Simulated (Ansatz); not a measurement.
# C (Im-3m), a film clamped to a substrate

The calculation used DFT r2SCAN, scalar-relativistic, plane waves, PAW in Ansatz. Cutoff 500 eV, Γ-centred 8×8×8 k-points, Gaussian smearing of 0.05 eV. No spin polarisation. Energies are free energies at this smearing, counted from the undisturbed cell; pressure is positive in compression.

The undisturbed cell (relaxed at this level; this bcc form isn't the usual structure):

```
C
1.0
    -2.42911    2.42911    2.42911
     2.42911   -2.42911    2.42911
     2.42911    2.42911   -2.42911
C
8
Cartesian
  -0.7906 0.7906 0.7906
  1.6385 1.6385 1.6385
  0.7906 -0.7906 0.7906
  0.7906 0.7906 -0.7906
  1.6385 -1.6385 1.6385
  0.7906 0.7906 0.7906
  -1.6385 1.6385 1.6385
  1.6385 1.6385 -1.6385
```

The cell (8 atoms, V0 = 57.33 Å³) is strained by p along both x and y and by q along z, fractional coordinates fixed. τp = (1/V0) ∂E/∂p = (σxx + σyy)(1 + p)(1 + q) and τq = (1/V0) ∂E/∂q = σzz(1 + p)², with tension positive.

| p | q | ΔE (meV/atom) | τp (GPa) | τq (GPa) |
| --- | --- | --- | --- | --- |
| 0.000 | 0.000 | 0.00 | -0.02 | -0.01 |
| -0.015 | 0.000 | 8.86 | -26.87 | -4.33 |
| 0.015 | 0.000 | 8.20 | 24.02 | 3.99 |
| 0.000 | -0.015 | 3.71 | -4.24 | -11.27 |
| 0.000 | 0.015 | 3.42 | 4.07 | 10.02 |

Get the second derivatives of the energy density.

Central differences give A = ∂τp/∂p = 1696 GPa (C11 + C22 + 2 C12), C = ∂τq/∂q = 710 GPa (C33) and the cross term B = ∂τq/∂p = 277 GPa (C13 + C23); ∂τp/∂q = 277 GPa must equal B, and any difference shows higher-order terms. The ions are clamped. In a cubic crystal C11 = C = 710, C12 = B/2 = 139 GPa and A should be 2(C11 + C12) = 1697 GPa; the bulk modulus is (C11 + 2 C12)/3 = 329 GPa.

A film of this crystal grows with z along the normal on a substrate that imposes p. How does its thickness respond, and what does the misfit cost?

Count p and q from the stress-free cell. A free surface needs τq = 0, so q = −(B/C) p = -0.39 p. The energy density left is (A − B²/C) p²/2 = M p², with the biaxial modulus M = 794 GPa; a misfit of 1 % costs 3.55 meV/atom, against 3.79 meV/atom if the thickness were held.

At p = 0.030 the energies along q are 36.5 (q = -0.030), 30.1 (q = -0.015), 31.7 (q = 0.000), 40.2 (q = 0.015), 54.9 (q = 0.030) meV/atom.

Does the linear rule hold at this misfit?

A parabola through the lowest point and its neighbours has its minimum at q = -0.010, 29.8 meV/atom. With the stress left in the starting cell, τp0 and τq0, linear elasticity gives q = −(τq0 + Bp)/C = -0.012 and E = V0(τp0 p + τq0 q + Ap²/2 + Bpq + Cq²/2)/N = 31.9 meV/atom. The two agree within a tenth in energy.

Forces appear on the atoms along this scan, and letting them relax would lower the energy and soften the response.

Cost: 25 runs of about 3.4 core-minutes in all, on Arm Neoverse V2 (shared hosts).

The film thins by much less than it is stretched in the plane because C12 is small beside C11. The coordinates describe carbon cubes joined corner to corner, as in the hypothetical supercubane. The cube edges lie along the crystal axes, so with the ions held they take up axial strain directly but pass little of it sideways, whereas the linking bonds along the body diagonals couple all three directions. Resistance to bending in the directional sp3-like framework also favours C11 over C12. Letting the thickness adjust therefore recovers only a small part of the misfit energy.

At the larger tensile misfit the scan's minimum lies below the linear estimate, 29.8 against 31.9 meV/atom. This fits the small-strain data, where compression costs more than equal extension in both directions, as expected from anharmonic bond stretching. The cube edges and linking bonds can share even a uniform strain unequally, so the bulk modulus is also a clamped-ion value. Mechanical stability remains open, since C44 was not probed.
